# Gauge dependence of the one-loop renormalisation constants of QED

A circuit works the same whichever node is called ground, yet every node voltage changes with that choice. The gauge parameter $\xi$ of quantum electrodynamics is a choice of this kind. The electron propagator, the relativistic relative of the Green's function of device transport theory, depends on $\xi$, while cross sections and the charge do not. This tutorial derives at one loop which renormalisation constants carry $\xi$, for a massless electron in $d=4-2\epsilon$ dimensions with $\overline{\rm MS}$ subtraction.

## 1. Premises and conventions

**Units.** Coordinates are $x^\mu=(ct,\mathbf x)$ in metres and the metric is $(+,-,-,-)$. Momenta are written as wave vectors $p^\mu=(E/\hbar c,\ \mathbf p/\hbar)$ in m$^{-1}$, and a mass $m$ enters as $\kappa=mc/\hbar$. With the SI potential $A^\mu=(\phi/c,\mathbf A)$ rescaled to $a^\mu=\sqrt{\varepsilon_0c/\hbar}\,A^\mu$ and $f_{\mu\nu}=\partial_\mu a_\nu-\partial_\nu a_\mu$, the action is

$$\frac{S}{\hbar}=\int d^4x\Big[\bar\psi(i\not\partial-\kappa)\psi-g\bar\psi\not a\psi-\tfrac14 f_{\mu\nu}f^{\mu\nu}-\frac{(\partial\cdot a)^2}{2\xi}\Big],$$

with $g^2=e^2/(\varepsilon_0\hbar c)=4\pi\alpha$ and $\not p=\gamma^\mu p_\mu$. We abbreviate $\hat a=\alpha/4\pi=g^2/16\pi^2$. There is one charged fermion. The theory studied has $\kappa=0$; $\kappa$ is kept only where it costs nothing or where a comparison needs it.

**Feynman rules.** The vertex is $-ig\gamma^\mu$, the electron line is $i/(\not p-\kappa)$, and a closed fermion loop gives $-\mathrm{tr}$. The photon terms of the action form the kernel $-k^2(P_T+P_L/\xi)$, where $P_L^{\mu\nu}=k^\mu k^\nu/k^2$ and $P_T=1-P_L$ are projectors. The propagator is $i$ times its inverse:

$$D_{\mu\nu}(k)=\frac{-i}{k^2}(P_T+\xi P_L)_{\mu\nu}=\frac{-ig_{\mu\nu}}{k^2}-i(\xi-1)\frac{k_\mu k_\nu}{k^4}.\tag{1}$$

Feynman gauge is $\xi=1$, Landau gauge $\xi=0$, Yennie gauge $\xi=3$. All $\xi$ dependence sits in the last, longitudinal, term.

**Dimensional regularisation.** Loop integrals are $\int_k=\tilde\mu^{2\epsilon}\int d^dk/(2\pi)^d$ with $\tilde\mu^2=\mu^2e^{\gamma_E}/4\pi$, where $\mu$ is an arbitrary wave number. They are evaluated where they converge and continued analytically in $d$. They are linear, invariant under shifts of $k$, total derivatives integrate to zero, and an integral without a scale vanishes. From $\{\gamma^\mu,\gamma^\nu\}=2g^{\mu\nu}$, $g^\mu_\mu=d$ and $\mathrm{tr}\,1=4$ follow $\gamma^\mu\gamma_\mu=d$ and $\gamma^\mu\not p\gamma_\mu=-(d-2)\not p$.

**Renormalisation.** Bare and renormalised quantities are related by $\psi_0=Z_2^{1/2}\psi$, $a_0=Z_3^{1/2}a$, $\kappa_0=Z_m\kappa$, $g_0=Z_1Z_2^{-1}Z_3^{-1/2}g\tilde\mu^{\epsilon}$. The self-energy diagram is $-i\Sigma$, the vertex diagram $-ig\Lambda^\mu$, and the photon diagram $i\Pi^{\mu\nu}=i(q^2g^{\mu\nu}-q^\mu q^\nu)\Pi$. The combinations that must be finite are

$$Z_2\not p-Z_2Z_m\kappa-\Sigma,\qquad Z_1\gamma^\mu+\Lambda^\mu,\qquad Z_3-\Pi.\tag{2}$$

In $\overline{\rm MS}$ each $Z-1$ is a pure ultraviolet (UV) pole in $\epsilon$.

## 2. Two integrals

**The bubble.** Let $I(p)=\int_k 1/[k^2(p-k)^2]$. Combine the denominators with $1/(XY)=\int_0^1dx\,[xX+(1-x)Y]^{-2}$ and shift $k=l+xp$, so that the bracket becomes $l^2-\Delta$ with $\Delta=-x(1-x)p^2$. The Wick rotation $l^0=il_E^0$ and the radial integral give $\int d^dl\,(2\pi)^{-d}(l^2-\Delta)^{-2}=i\Gamma(\epsilon)(4\pi)^{-d/2}\Delta^{-\epsilon}$. The $x$ integral is a beta function. Writing $I=iB$ and $L=\ln(-p^2/\mu^2)$,

$$g^2B=\hat a\,e^{-\epsilon L}\,\frac{e^{\gamma_E\epsilon}\,\Gamma(\epsilon)\Gamma(1-\epsilon)^2}{\Gamma(2-2\epsilon)}=\hat a\Big[\frac1\epsilon+2-L+O(\epsilon)\Big].\tag{3}$$

The pole is ultraviolet: for $p^2\ne0$ the integral converges at small $k$ and at small $p-k$.

**The tadpole.** Let $T=\int_k 1/k^4$. After Wick rotation $T=(i/8\pi^2)\int dk_E\,\mu^{2\epsilon}k_E^{-1-2\epsilon}$ up to a factor $1+O(\epsilon)$. The part above $\mu$ converges for $\epsilon>0$ and equals $1/2\epsilon$. The part below $\mu$ converges for $\epsilon<0$ and equals $-1/2\epsilon$. Labelling the poles by their origin,

$$T=\frac{i}{16\pi^2}\,\ell,\qquad \ell=\frac1{\epsilon_{\rm UV}}-\frac1{\epsilon_{\rm IR}}=0.\tag{4}$$

The zero is a cancellation of a UV pole against an infrared (IR) pole. In four dimensions with $\lambda<k_E<\Lambda$ the same integral gives $\ell=\ln(\Lambda^2/\lambda^2)$. The constant next to the logarithm depends on the regulator: replacing $1/k^4$ by $1/(k^2-\lambda^2)^2$ gives $\ell=\ln(\Lambda^2/\lambda^2)-1$ for $\Lambda\gg\lambda$.

## 3. Electron self-energy

The Feynman rules give, with $R=\not p-\not k-\kappa$,

$$-i\Sigma(p)=(-ig)^2\int_k\gamma^\mu\,iR^{-1}\gamma^\nu D_{\mu\nu}(k).\tag{5}$$

**Feynman part.** The factors combine to $(-g^2)(i)(-i)=-g^2$. For $\kappa=0$,

$$-i\Sigma_F=(d-2)g^2\int_k\frac{\not p-\not k}{k^2(p-k)^2}=\frac{d-2}{2}g^2\not p\,I,$$

because the exchange $k\leftrightarrow p-k$ shows that $\not k$ and $\not p-\not k$ have the same integral, half that of $\not p$. Hence $\Sigma_F=-(1-\epsilon)g^2B\,\not p$.

**Longitudinal part, any mass.** The last term of (1) gives $-i\Sigma_L=-g^2(\xi-1)\int_k\not kR^{-1}\not k/k^4$. Put $P=\not p-\kappa$, so that $\not k=P-R$. Then

$$\not kR^{-1}\not k=(P-R)R^{-1}(P-R)=PR^{-1}P-P-\not k.$$

The last term is odd in $k$ and integrates to zero. With $J(p)=\int_kR^{-1}/k^4$,

$$-i\Sigma_L=-g^2(\xi-1)\,[\,PJP-PT\,].\tag{6}$$

The integrand of $J$ falls as $k^{-5}$, so $J$ is UV finite. The whole UV divergence lies in the second term, which contributes $-(\xi-1)\hat a\,\ell\,P$ to $\Sigma_L$. It is proportional to the free inverse propagator $P$: it rescales the field and does not move the pole.

**Longitudinal part, massless.** Now $J=j\not p$ by Lorentz covariance. Contracting with $p$ and using $2p\cdot(p-k)=p^2+(p-k)^2-k^2$,

$$p^2j=\tfrac12\big[p^2I_{21}+T-I\big],\qquad I_{21}=\int_k\frac{1}{k^4(p-k)^2}.$$

The integral of the total derivative $\partial_k\cdot\{(k-p)/[k^2(k-p)^2]\}$ vanishes. Differentiating, with $2k\cdot(k-p)=k^2+(k-p)^2-p^2$, gives $0=(d-3)I-T+p^2I_{21}$. Therefore $p^2j=T-\tfrac12(d-2)I$, and since $\not p\not p\not p=p^2\not p$ the bracket of (6) is $-\tfrac12(d-2)I\not p$. The tadpole drops out: the IR pole of $J$ cancels that of $T$, and an off-shell electron has no IR divergence. Thus $\Sigma_L=(\xi-1)\Sigma_F$, and

$$\Sigma=-\xi(1-\epsilon)g^2B\,\not p=-\xi\hat a\Big[\frac1\epsilon+1-L+O(\epsilon)\Big]\not p.\tag{7}$$

In Landau gauge the massless one-loop self-energy vanishes identically, in every dimension. Requiring the first combination in (2) to be finite yields

$$Z_2^{\overline{\rm MS}}=1-\frac{\xi\alpha}{4\pi\epsilon},\qquad Z_2\not p-\Sigma=A\not p,\qquad A=1+\xi\hat a\,(1-L).\tag{8}$$

## 4. Mass renormalisation

For $\kappa=0$ the integrand of (5) holds an odd number of Dirac matrices, so $\Sigma\propto\not p$ and no mass is generated in any gauge. The constant $Z_m$ is still defined, through the term of first order in $\kappa$. Since $R^{-1}=(\not p-\not k+\kappa)/[(p-k)^2-\kappa^2]$ has a denominator even in $\kappa$, that term comes from the numerator: $-i\Sigma_F\supset-g^2d\,\kappa I$, so $\Sigma_F\supset d\,\kappa g^2B$ with pole $4\hat a\kappa/\epsilon$. Adding the UV pole of (6),

$$\Sigma\big|_{\rm UV}=\frac{\hat a}{\epsilon}\big[-\not p+4\kappa-(\xi-1)(\not p-\kappa)\big]=\frac{\hat a}{\epsilon}\big[-\xi\not p+(3+\xi)\kappa\big].$$

By (2), $Z_2Z_m=1-(3+\xi)\hat a/\epsilon$, and dividing by (8) leaves $Z_m=1-3\hat a/\epsilon$, free of $\xi$. For a massive electron the shift of the pole mass is $\Sigma$ at $P=0$, where (6) vanishes (Section 7 controls $J$ there), so that shift is gauge independent too.

## 5. Vertex and the identity $Z_1=Z_2$

For an incoming $p$, an outgoing $p'=p+q$, and $R'=\not p'-\not k-\kappa$,

$$\Lambda^\mu=(-ig)^2\int_k\gamma^\alpha\,iR'^{-1}\gamma^\mu\,iR^{-1}\gamma^\beta D_{\alpha\beta}(k).$$

Because $\not q=R'-R$, we have $R'^{-1}\not qR^{-1}=R^{-1}-R'^{-1}$. Comparing with (5), one factor $i$ is left over, and $i(-i\Sigma)=\Sigma$:

$$q_\mu\Lambda^\mu=\Sigma(p)-\Sigma(p').\tag{9}$$

This Ward–Takahashi identity expresses charge conservation and holds for any form of $D_{\alpha\beta}$, so also when a regulator alters the factor $1/k^4$. The vertex integral diverges only logarithmically, so its UV pole does not depend on momenta and has the form $C\gamma^\mu$. The pole part of (9) and (7) reads $C\not q=\xi\hat a\not q/\epsilon$, and (2) gives

$$Z_1^{\overline{\rm MS}}=Z_2^{\overline{\rm MS}}=1-\frac{\xi\alpha}{4\pi\epsilon}.\tag{10}$$

A direct calculation confirms the longitudinal share. The prefactor is $(-g^2)(i^2)(-i)(\xi-1)=-ig^2(\xi-1)$, and $\not k=P'-R'=P-R$ with $P'=\not p'-\kappa$, so

$$\Lambda_L^\mu=-ig^2(\xi-1)\int_k\frac{(P'R'^{-1}-1)\gamma^\mu(R^{-1}P-1)}{k^4}.\tag{11}$$

Only the product of the two unit terms diverges in the UV. It equals $-ig^2(\xi-1)T\gamma^\mu=+(\xi-1)\hat a\,\ell\,\gamma^\mu$, whose UV pole matches the $\xi$ dependence of $C$.

## 6. Photon field and charge

The one-loop photon diagram is a closed electron loop with no internal photon line, so it cannot contain $\xi$. Its value follows from the bubble:

$$i\Pi^{\mu\nu}=-(-ig)^2\int_k\mathrm{tr}\big[\gamma^\mu\,i\not k^{-1}\gamma^\nu\,i(\not k+\not q)^{-1}\big].$$

Contraction with $q_\mu$ turns the integrand into the trace of $\gamma^\nu[\not k^{-1}-(\not k+\not q)^{-1}]$, whose two terms cancel after a shift; this justifies the transverse form assumed in Section 1. Contraction with $g_{\mu\nu}$ gives the trace $-4(d-2)\,k\cdot(k+q)$ over $k^2(k+q)^2$ with prefactor $-g^2$. In $2k\cdot(k+q)=k^2+(k+q)^2-q^2$ the first two terms leave scaleless integrals. Hence $(d-1)q^2\Pi=-2(d-2)g^2Bq^2$, and with $L=\ln(-q^2/\mu^2)$

$$\Pi=-\frac43\hat a\Big[\frac1\epsilon+\frac53-L\Big],\qquad Z_3=1-\frac{\alpha}{3\pi\epsilon},\qquad \Pi_{\rm ren}=\frac43\hat a\Big(L-\frac53\Big).\tag{12}$$

The transverse photon propagator is multiplied by $1/(1-\Pi_{\rm ren})$. By (10), $g_0=Z_3^{-1/2}g\tilde\mu^\epsilon$: charge renormalisation is gauge independent. As $\Pi^{\mu\nu}$ is transverse, the gauge term needs no counterterm, so $a_0^2/\xi_0=a^2/\xi$ and $\xi_0=Z_3\xi$. The product $\xi\alpha\tilde\mu^{2\epsilon}=\xi_0\alpha_0$ then contains no $Z$, and $\xi\alpha$ does not run with $\mu$ at $d=4$.

## 7. On-shell residue

The on-shell constant is the residue of the bare propagator at its pole, $Z_2^{\rm OS}=1+\partial\Sigma/\partial\not p$ at $\not p=\kappa$, the analogue of a quasiparticle weight.

**Gauge shift.** In (6) the term $PJP$ must be examined as $P\to0$. With a cutoff $\lambda$ on the factor $1/k^4$, $J$ stays finite, and $PJP$ is of second order in $P$. In dimensional regularisation with $\kappa\neq0$, the singular part of $J$ comes from soft $k\sim(p^2-\kappa^2)/\kappa$, where $R^{-1}\approx(\not p+\kappa)/(p^2-\kappa^2-2p\cdot k)$. Scaling gives $J\sim(\not p+\kappa)(p^2-\kappa^2)^{d-5}$ and $PJP\sim P\,(p^2-\kappa^2)^{-2\epsilon}$, negligible against $P$ for $\epsilon<0$, the side on which IR divergences are regulated. For $\kappa=0$, $PJP\propto\not p\,(-p^2)^{-\epsilon}$ behaves in the same way. Only the tadpole survives:

$$Z_2^{\rm OS}(\xi)-Z_2^{\rm OS}(1)=-(\xi-1)\frac{\alpha}{4\pi}\,\ell.\tag{13}$$

With cutoffs the shift is $-(\xi-1)(\alpha/4\pi)\ln(\Lambda^2/\lambda^2)$ up to a regulator-dependent constant. In pure dimensional regularisation $\ell=0$ and $Z_2^{\rm OS}$ is independent of $\xi$.

**Cancellation in amplitudes.** Between on-shell spinors $P$ and $P'$ vanish, so (11) reduces to $+(\xi-1)\hat a\ell\gamma^\mu$. The two external legs supply $(Z_2^{\rm OS})^{1/2}$ each, together $-(\xi-1)\hat a\ell\gamma^\mu$. The sum is zero, and the scattering amplitude does not know the gauge.

**Massless electron.** By (3) and (7), $\Sigma\propto\xi\not p(-p^2)^{-\epsilon}$, whose derivative vanishes at $p^2=0$ for $\epsilon<0$. The UV pole is fixed by (8), so the zero decomposes as

$$Z_2^{\rm OS}=1-\xi\hat a\Big(\frac1{\epsilon_{\rm UV}}-\frac1{\epsilon_{\rm IR}}\Big)=1\qquad(\kappa=0).\tag{14}$$

Both poles vanish in Landau gauge, and in no other.

**Massive electron and the Yennie gauge.** The steps leading to (3), with $x$ attached to the electron denominator, give for $\kappa\ne0$

$$\Sigma_F=\frac{g^2\tilde\mu^{2\epsilon}\Gamma(\epsilon)}{(4\pi)^{d/2}}\int_0^1dx\,\frac{d\,\kappa-(d-2)(1-x)\not p}{[x\kappa^2-x(1-x)p^2]^{\epsilon}}.\tag{15}$$

Differentiate with $p^2=\not p^2$ and set $\not p=\kappa$, where the bracket is $x^2\kappa^2$ and its derivative $-2x(1-x)\kappa$. In units of $N=\hat a\,e^{\gamma_E\epsilon}\Gamma(1+\epsilon)(\mu^2/\kappa^2)^\epsilon$ the numerator contributes

$$-\frac{d-2}{\epsilon}\int_0^1(1-x)x^{-2\epsilon}dx=-\frac{1}{\epsilon(1-2\epsilon)},$$

a UV pole from $\Gamma(\epsilon)$. The denominator contributes

$$2\int_0^1(1-x)\,[2+(d-2)x]\,x^{-1-2\epsilon}dx=-\frac{2(1-\epsilon)}{\epsilon(1-2\epsilon)},$$

an IR pole from $x\to0$, convergent for $\epsilon<0$. The sum is $-N(3-2\epsilon)/[\epsilon(1-2\epsilon)]$. Expanding and adding (13),

$$Z_2^{\rm OS}=1-\hat a\Big[\frac{\xi}{\epsilon_{\rm UV}}+\frac{3-\xi}{\epsilon_{\rm IR}}+4+3\ln\frac{\mu^2}{\kappa^2}\Big]\qquad(\kappa\neq0).\tag{16}$$

The UV pole agrees with (8), the IR pole vanishes at $\xi=3$, and the total pole $3/\epsilon$ is free of $\xi$. The IR finiteness of the Yennie gauge thus belongs to the massive electron. It does not carry over to the massless theory, because the limits do not commute: for $\kappa\to0$ at fixed $\epsilon<0$, $N\to0$ and (14) results, whereas (16) takes $\epsilon\to0$ first and diverges as $\ln\kappa$.

## 8. Range of validity

The results hold at first order in $\alpha$, for the linear covariant gauges (1) with constant $\xi$; Coulomb and axial gauges have other propagators. The $\overline{\rm MS}$ constants are mass independent, since UV poles do not depend on $\kappa$ beyond the term of Section 4. The finite parts (8) and (12) need $|p^2|\gg\kappa^2$. The split into UV and IR poles is meaningful for the poles only, and constants accompanying $\ln(\Lambda^2/\lambda^2)$ depend on the regulator.

Perturbation theory needs $\hat a|L|\ll1$ and $|\xi|\hat a|L|\ll1$. The neglected logarithms follow from the $\mu$ independence of the bare propagator: $\xi\hat a\propto\mu^{-2\epsilon}$ in (8) gives $d\ln A/d\ln\mu=d\ln Z_2/d\ln\mu=2\xi\hat a+O(\hat a^2)$. As $\xi\hat a$ does not run, the leading logarithms sum to $e^{-\xi\hat aL}$, with second-order term $(\xi\hat aL)^2/2$, and the two-loop rate adds terms of order $\hat a^2L$.

## 9. Numerical illustration

Take the model with one massless flavour, $\alpha=1/137.036$ as an illustrative value of the $\overline{\rm MS}$ coupling at $\mu=1.0\times10^{13}$ m$^{-1}$, and a spacelike momentum $-p^2=Q^2$ with $Q=1.0\times10^{14}$ m$^{-1}$, that is $\hbar cQ=3.16\times10^{-12}$ J (19.7 MeV). Then $\hat a=5.807\times10^{-4}$ and $L=\ln100=4.605$. The pole coefficients come from (10), the finite parts from (8) and (12).

| gauge | $\xi$ | $\epsilon\,(Z_2-1)$ | $A-1$ | $\Pi_{\rm ren}$ |
|---|---|---|---|---|
| Landau | 0 | 0 | 0 | $2.3\times10^{-3}$ |
| Feynman | 1 | $-5.8\times10^{-4}$ | $-2.1\times10^{-3}$ | $2.3\times10^{-3}$ |
| Yennie | 3 | $-1.7\times10^{-3}$ | $-6.3\times10^{-3}$ | $2.3\times10^{-3}$ |

The neglected term $(\xi\hat aL)^2/2$ is $3.6\times10^{-6}$ for $\xi=1$ and $3.2\times10^{-5}$ for $\xi=3$, and the coupling runs by $\tfrac43\hat aL=0.36$ per cent between $\mu$ and $Q$, so two figures are printed. The Landau entry for $A-1$ is zero only at one loop; its first correction has the scale $\hat a^2L=1.6\times10^{-6}$. An electron mass of $9.109\times10^{-31}$ kg means $\kappa=2.59\times10^{12}$ m$^{-1}$ and $r=\kappa^2/Q^2=6.7\times10^{-4}$. By (15) it shifts the Feynman-gauge $A$ by $-2\hat a\int_0^1(1-x)\ln[1+r/(1-x)]\,dx=-7.8\times10^{-7}$, far below the printed digits. With cutoffs in the ratio $\Lambda/\lambda=10$, going from Feynman to Landau gauge raises the model's $Z_2^{\rm OS}$ by $\hat a\ln100=2.7\times10^{-3}$ and lowers the coefficient of $\gamma^\mu$ in the on-shell vertex by the same amount, leaving their product unchanged at this order.